**Q.** I have second-order correlation energies for nine bromine ions and would like to check their size on paper. Is there a rule simpler than the calculation?

Second-order correlation energies of closed-shell bromine ions from B-spline many-body code 1: all-electron perturbation theory on the Dirac-Hartree-Fock ground state, no-pair Dirac-Coulomb, nuclear rms radius 4.1629 fm. Summed values include partial waves up to l = 7; the extrapolated energy, also used per electron, adds a tail with increments falling as (l+1/2)^-4.

```csv
species,Z,charge (e),electrons,configuration,second order energy extrapolated (hartree),second order energy summed (hartree),direct part (hartree),exchange part (hartree),second-order energy per electron (eV)
Br5+,35,5,30,[Ar] 3d10 4s2,-1.674,-1.640,-2.298,0.6577,-1.5186
Br7+,35,7,28,[Ar] 3d10,-1.551,-1.518,-2.130,0.6125,-1.5070
Br17+,35,17,18,[Ne] 3s2 3p6,-0.9271,-0.9181,-1.366,0.4477,-1.4015
Br21+,35,21,14,[Ne] 3s2 (3p1/2)2,-0.6880,-0.6830,-1.040,0.3570,-1.3373
Br23+,35,23,12,[Ne] 3s2,-0.5549,-0.5510,-0.8667,0.3157,-1.2583
Br25+,35,25,10,[He] 2s2 2p6,-0.4159,-0.4124,-0.6310,0.2186,-1.1317
Br29+,35,29,6,[He] 2s2 (2p1/2)2,-0.3089,-0.3081,-0.4648,0.1568,-1.4011
Br31+,35,31,4,[He] 2s2,-0.2539,-0.2537,-0.4968,0.2431,-1.7274
Br33+,35,33,2,1s2,-0.04581,-0.04574,-0.09137,0.04564,-0.62331
```

**A.** Start with what the columns hold. The second-order energy E2 is a sum over pairs of electrons that scatter from two filled Dirac-Hartree-Fock orbitals into two empty ones. Each term is a squared Coulomb matrix element divided by an orbital energy gap. The summed value stops at partial wave 7, and its direct and exchange parts add up to it. The extrapolated value includes an estimated tail, and the last column is that value divided by the number of electrons N, in eV. I measure every error below against the extrapolated value.

**Q.** The size of E2 rises with N in every row. Can't I just multiply N by a typical energy?

**A.** The median of the last column is −1.40 eV per electron. That constant is within 8 % for N ≥ 14, but it is 125 % too large for Br33+ and 19 % too small for Br31+. A power law, 0.0299 N^1.20 hartree from a least-squares line through log |E2| against log N for all nine rows, still misses Br33+ by 49 % and Br31+ by 38 %. Neither formula knows which shell an electron sits in or which orbitals are empty.

**Q.** Why should counting electrons work at all, when these ions are so compact?

**A.** Hydrogenic scaling argues for it. Orbital radii go as 1/Z, so a Coulomb matrix element goes as Z. The gap between shells of different n goes as Z². The ratio (element)²/gap is then of order Z⁰: tighter orbitals repel more strongly but are stiffer in the same measure. An ordinary pair therefore costs about the same whatever the nuclear charge. The pair energies of the same calculation put it at a few hundredths of a hartree or less: 0.0457 hartree for the 1s pair of Br33+, and on average 0.0152 for each of the 15 pairs in the 2p shell of Br23+. An electron in a larger shell has more close partners and more inner shells to correlate with, so its share is larger than that of a 1s electron, which in Br33+ has a single partner. With Z = 35 in every row, the scaling itself is not tested here.

**Q.** Then why does Br31+, with four electrons, have the largest energy per electron?

**A.** Its 2p orbitals are empty, and in a bare Coulomb field without relativity they are degenerate with 2s. The gap Δε for 2s² → 2p² comes only from electron repulsion and goes as Z, so this term goes as Z²/Z = Z. With hydrogenic orbitals the coupling to each of the three p orbitals is K = (15/512) Z = 0.0293 Z. The Coulomb and exchange integrals of 1s² 2s² put an empty 2p orbital Δε = 0.215 Z above 2s. Both electrons are promoted, so

E ≈ −3K²/(2Δε) = −0.0060 Z = −0.21 hartree.

This is unscreened and nonrelativistic, so it fixes only the size, which is several times that of an ordinary pair. The step from Br33+ to Br31+ brings 0.104 hartree per added electron, the largest gain in the series.

One reading bears the mechanism out, and a second is consistent with it. The 2s-2s pair is −0.1088 hartree in Br29+, where 2p3/2 is empty, and −0.0117 in Br23+, where the Pauli principle has closed the channel. And for two electrons in the same spatial orbital the direct and exchange integrals coincide, with weights 2 and −1, so exchange/direct is −1/2. The table gives −0.500 for Br33+ and −0.489 for Br31+, against −0.29 to −0.36 for the other rows. That is consistent with Br31+ being dominated by its 1s-1s and 2s-2s pairs. It does not single out 2p as the cause, since two filled s shells would be dominated by their same-orbital pairs in any case.

**Q.** How do I turn that into a rule?

**A.** Count nK electrons in the K shell, nL in the L shell and nM beyond the tenth. Let h be the empty fraction of 2p above a filled 2s: 1 for Br31+, 4/6 for Br29+, zero for the rest. In hartree,

−E2 ≈ 0.023 nK + 0.046 nL + 0.063 nM + 0.116 h.

The four constants are read from four rows in turn and rounded. Br33+ gives 0.04581/2 = 0.023. Br25+ gives (0.4159 − 0.0458)/8 = 0.046. Br7+ gives (1.551 − 0.4159)/18 = 0.063. Br31+ leaves 0.2539 − 0.0458 − 2 × 0.0463 ≈ 0.116. Those four rows agree by construction, apart from rounding the constants.

**Q.** Let me try two rows that did not set the constants. Br29+ has nK = 2, nL = 4 and h = 4/6, so 0.046 + 0.184 + 0.077 = 0.307. Br17+ has nK = 2, nL = 8 and nM = 8, so 0.046 + 0.368 + 0.504 = 0.918.

**A.** The table has 0.3089 and 0.9271, so you are 0.5 % and 1.0 % too small in size. Over the five rows that set no constant the mean absolute error is 1.5 %, far above the rounding of the table, which is at most 0.03 %. The worst are Br21+ and Br23+, too small by 3.2 % and 2.7 %.

**Q.** So 0.116 hartree is the energy of the 2s² → 2p² mixing?

**A.** No, it trades against the L-shell constant. The rule hands 0.092 hartree to the two 2s electrons before h is counted, while in Br23+ the 2s-2s and 2s-1s pairs come to only about 0.012 + 0.008 = 0.020. The constant 0.046 is a shell average fed mostly by pairs with 2p electrons. Br29+ shows the mismatch directly: its 2s-2s pair exceeds that of Br23+ by 0.097 hartree and its 2p1/2-2p1/2 pair by 0.044, together 0.141, whereas the h term is 0.077.

What the success at Br29+ really says is that the energy is nearly linear between N = 4 and N = 10. Each 2p electron brings new pairs and also blocks part of the 2s² channel. The rule counts a sixth per electron, although 2p1/2, with the smaller gap, carries more than its share, and it nets this as 0.046 − 0.116/6 = 0.027. The table gives about 0.027 for both steps, 4 to 6 and 6 to 10. The agreement rests on one row and is partly cancellation. That row is also closed only in jj coupling: (2p1/2)² is the J = 0 level of a p² configuration, and its pair can scatter into the nearby empty 2p3/2, a channel the rule does not count.

**Q.** And why should one number, 0.063, serve 3s, 3p, 3d and 4s alike?

**A.** The gains per added electron above N = 10 lie between 0.060 and 0.069, but the same calculation shows different parts taking turns. In Br23+ the 3s-3s pair is large, −0.0890 hartree, with 3p empty; this is the n = 3 analogue of Br31+. On going to Br17+ six electrons are added, yet the p-wave contribution shrinks from −0.211 to −0.166, as it should when 3p fills. Meanwhile the d wave grows from −0.228 to −0.524, and the 3p-3p pairs average 0.0207 hartree, more than the 2p pairs. Theory attributes this to 3p² → 3d² excitation within n = 3, whose gap again goes as Z.

Once 3d is full that channel closes too, though the d wave does not show it: it is larger in size in Br5+ than in Br17+, because the ten 3d electrons add excitations of their own. The 3d-3d pairs of Br5+ are weak, 0.0102 each, but there are 45 of them, and the f wave rises from −0.127 in Br17+ to −0.510. Inner pairs are not frozen either: the 1s-1s pair of Br17+ is 0.76 of its value in Br33+, since filled outer orbitals are closed to it and the empty ones are changed. So a channel closes as another opens, and that the net gain stays so even is an empirical fact of these rows, without a derivation.

The same picture suggests why Br23+ and Br21+ lie beyond the rule: their 3p shell is wholly or largely empty, and the rule has no term for that. This is argued by analogy and supported by the pairs of Br23+ alone. The 3s-3s pair, 0.089 hartree, is several times the miss of 0.015, so most of it is already absorbed in the 0.063. Br21+ is again closed only in jj coupling.

**Q.** Br5+ comes out at 1.674, exactly the table value. May I trust the third decimal?

**A.** The tail forbids it. The assumed (l+1/2)⁻⁴ law makes the tail 2.04 times the last increment, which is 0.034 hartree or 2.0 % of E2 in Br5+, against 0.2 % in Br33+. Correlating d electrons needs higher angular momenta. The last two increments of Br5+ have the ratio 0.509, where the law has 0.564; continuing with their local power of 4.72 gives a tail of 0.026. The local power should come back towards 4 at higher l, so if the increments are converged in the spline basis, the extrapolated value may be too large in size by up to about 0.008 hartree. That convergence is doubtful at the top: in Br33+ the local power stays near 4 up to l = 6 and jumps to 4.85 at the last step. If the last increments are too small, the error runs the other way. For the same reason, treat Br5+ and Br7+ as nearly equal per electron: they differ by 0.012 eV, and the tail is about 0.03 eV per electron in each, although their order is the same without it.

**Q.** Where must I stop using the rule?

**A.** It reproduces second order, which is not the full correlation energy. Where a gap is small, mixing needs higher orders or several configurations, so such rows are poor guides to the correlation energy however well the rule matches them. Br31+ is the clearest case: its empty 2p orbital is repelled by both 2s electrons, so the orbital gap overstates the cost of 2s² → 2p² and second order strongly underestimates the mixing. The same caution holds for Br29+, Br23+ and Br21+. In Br29+ the 2p1/2 → 2p3/2 excitation lies at only 48.6 eV in the random-phase calculation. That is a state energy, not the orbital gap in the second-order denominator, but it signals close-lying configurations. Breit and negative-energy terms are absent from the method, and Breit effects matter at these charges.

The tested range is bromine with 2 to 30 electrons in closed subshells. For the same electron numbers in a neighbouring element, the scaling argues that the K- and L-shell constants change slowly, while the h term should grow with Z, held back by the spin-orbit splitting that raises 2p3/2 and already counts in bromine. The 0.063 contains the n = 3 channels, so it should drift with Z as well. An empty subshell with the same n as a filled one marks a channel that the rule may miss, but in these rows the energy per electron rises clearly above the trend in N only where 2p is empty or partly empty above a filled 2s.
